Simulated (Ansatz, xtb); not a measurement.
**Two isomers of C5H5BrNP**

Structure X is `CC1=NC(Br)=CP=C1`, a singlet and structure Y is `CC1=PC=CN=C1Br`, a singlet. Both are isolated molecules in the gas phase, relaxed with PBE0-D3(BJ)/def2-SVP.

**Question.** Which of the two would you expect CCSD(T)/def2-SVP + ΔMP2/def2-TZVPP electronic energies to favour?

**Answer.** Structure X; the calculation gives E(Y) − E(X) = +1.65 kcal/mol.

Level by level:

```
                             level              geometry  E(Y) − E(X) (kcal/mol)  departure from the last row (kcal/mol)  job, with rough time for the two
                          GFN2-xTB              GFN2-xTB                     +2.06                                   +0.40              optimisation, 0.13 s
                         HF/STO-3G              GFN2-xTB                     +2.98                                   +1.32               single point, 0.6 s
                r2SCAN-D4/def2-SVP              GFN2-xTB                     +1.21                                   −0.45                 single point, 5 s
              PBE0-D3(BJ)/def2-SVP  PBE0-D3(BJ)/def2-SVP                     +1.20                                   −0.45                optimisation, 37 s
                       HF/def2-SVP  PBE0-D3(BJ)/def2-SVP                     +3.67                                   +2.02           part of the CCSD(T) run
                      MP2/def2-SVP  PBE0-D3(BJ)/def2-SVP                     +0.71                                   −0.94           part of the CCSD(T) run
                  CCSD(T)/def2-SVP  PBE0-D3(BJ)/def2-SVP                     +1.54                                   −0.12                      single point
CCSD(T)/def2-SVP + ΔMP2/def2-TZVPP  PBE0-D3(BJ)/def2-SVP                     +1.65                                                     single point, 2.4 min
```

As drawn, both hold the same kinds of bond in the same numbers.

The levels shown agree on the order. The largest departure from CCSD(T)/def2-SVP + ΔMP2/def2-TZVPP is that of HF/def2-SVP, 2.02 kcal/mol. The last row adds to CCSD(T) the change of the MP2 difference between the two basis sets, here +0.12 kcal/mol.

With thermal terms from frequencies at re-optimised GFN2-xTB minima (ideal gas, soft modes damped towards free rotors, one conformer each, 298.15 K, 1 atm): the zero-point term adds +0.21 kcal/mol; ΔH is +1.71 and ΔG +2.34 kcal/mol.

The correlated steps freeze 20 core orbitals; the filled d shell of Br is correlated, in a basis made for valence electrons. Programs: Ansatz 0.2.0, xtb 6.7.1; the last row on 4 threads of Arm Neoverse V2 on a shared host.

Both isomers are 1,4-azaphosphinines with bromine on a carbon next to nitrogen, so the modest preference for X comes down to where the methyl group sits. In X it is on the other carbon bound to nitrogen, an electron-poor site that benefits from hyperconjugative donation. In Y it is on a carbon bound to the more electropositive phosphorus, where that donation is worth less, and it is also crowded by the ortho bromine. Both effects probably favour X.

Hartree–Fock exaggerates the gap and MP2 narrows it too far, with CCSD(T) in between. Correlation thus favours Y, plausibly in part through dispersion between the adjacent methyl and bromine. The free-energy preference exceeds the enthalpic one, so entropy also favours X, perhaps because its methyl group rotates or librates more freely away from bromine. The energies support a mild thermodynamic preference for X, but they do not separate the electronic effect of the methyl position from ortho repulsion; the bromine-free parent pair would help do so.
